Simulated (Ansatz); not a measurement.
## Which isomer of H5MgPSi gives these data?

These gas-phase data were calculated for one isomer of H5MgPSi at B3LYP-D3(BJ)/6-311G** (harmonic, unscaled wavenumbers; equilibrium rotational constants with average atomic masses):

| Property | Result |
| --- | --- |
| rotational constants | 8.085, 2.728, 2.123 GHz |
| all wavenumbers above 1500 cm⁻¹ | 2334, 2225, 2218, 2177, 1629 |

Candidates:

(1) `[MgH][SiH2]P`, a singlet
(2) `[MgH][PH][SiH3]`, a singlet

**Question.** Which structure fits?

**Answer.** Candidate (2). 1 mode lies between 2250 and 2520 cm⁻¹, one for each P–H bond, while (1) has 2.

The same quantities for all candidates:

```tsv
	rotational constants (GHz)	wavenumbers above 1500 cm⁻¹	E above the lowest, B3LYP-D3(BJ)/6-311G** (kcal/mol)
(1)	10.15, 2.034, 1.749	2381, 2373, 2174, 2162, 1616	11.8
(2)	8.085, 2.728, 2.123	2334, 2225, 2218, 2177, 1629	0.0
```

Each candidate is one conformer. Programs: Ansatz 0.2.0.

The single P–H stretch at 2334 cm⁻¹, with three Si–H stretches below it, identifies the HMg–PH–SiH3 connectivity. The Mg–H stretch is nearly the same in both isomers and hardly discriminates. The rotational constants agree independently: candidate (2) has the smaller largest constant and the two larger remaining ones, as expected for a less extended heavy-atom chain. This probably reflects a narrower angle at pyramidal phosphorus, whose bonds have high p character, than at tetrahedral silicon.

The energy favours the same isomer, by 11.8 kcal/mol, although that preference is not itself evidence for the assignment. Going from (1) to (2) formally exchanges an Mg–Si and a P–H bond for an Mg–P and an Si–H bond. The preference therefore probably comes from the more polar Mg–P bond, with negative charge on the more electronegative phosphorus, together with the greater strength of Si–H over P–H. The ordering applies to isolated molecules; in condensed phases, bridging through the phosphorus lone pair to a second magnesium could change it.
